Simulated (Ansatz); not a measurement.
## A series in volume scale on BAs

Free energy against uniform scaling of the volume at fixed shape and fractions; periodic cell, basis, potentials, k mesh and filling as listed. The results are calculated, by Ansatz 0.2.0.

The cell before it is scaled or strained (space group F-43m, No. 216):
```
CELL_PARAMETERS angstrom
0.00000 2.38850 2.38850
2.38850 0.00000 2.38850
2.38850 2.38850 0.00000
ATOMIC_POSITIONS crystal
B 0.00000 0.00000 0.00000
As 0.25000 0.25000 0.25000
```

Settings of every row: functional PBE; dispersion none; potentials PAW; wave cutoff 500 eV; density cutoff 2000 eV; k mesh 8x8x8; k shift 0x0x0; occupations fixed; smearing width 0 eV; spin none.

| row | volume scale | V (Å³/atom) | energy above lowest point (meV/atom) |
| --- | --- | --- | --- |
| 1 | 0.9 | 12.264 | 98.1 |
| 2 | 0.925 | 12.604 | 58.8 |
| 3 | 0.95 | 12.945 | 30.6 |
| 4 | 0.975 | 13.286 | 12.1 |
| 5 | 1 | 13.626 | 2.2 |
| 6 | 1.025 | 13.967 | 0 |
| 7 | 1.05 | 14.308 | 4.5 |
| 8 | 1.075 | 14.648 | 14.8 |
| 9 | 1.1 | 14.989 | ? |

Question: what energy above lowest point should row 9 give?

Worked fit of energy above lowest point. Take u = (V_r/V)^(2/3) − 1 with V_r = 13.456 Å³ an atom, which is twice the finite (Eulerian) strain; such expansions in the strain, on which the Birch-Murnaghan equation of state is built, carry the rest volume and the bulk modulus. The shown rows have u = 0.06379, 0.04457, 0.02615, 0.00851, -0.00833, -0.02454, -0.0401, -0.05501. Least squares give energy above lowest point = 6.16 + 582.4 × u + 13458 × u² meV/atom; a straight line predicts inner rows, each left out in turn, worse (root mean square 16 against 0.051 meV/atom). The rows lie off it by 0.0, -0.1, 0.0, 0.0, 0.0, 0.0, 0.1, 0.0. Its lowest point lies at u = -0.0216, or V = 13.9 Å³ an atom, and the curvature there gives the bulk modulus at fixed shape and fractions, B = (4/9)(1 + u)² E″(u)/V = 132 GPa. The withheld row has u = -0.0694, so the fit gives 6.16 + 582.4 × (-0.0694) + 13458 × (-0.0694)² = 30.6 meV/atom.

The calculation gave 30.4 meV/atom. The fit lies 0.2 meV/atom (0.2 % of the column's range) above it; its largest miss of a shown row is 0.1 meV/atom. This row lies beyond the range of the fit.
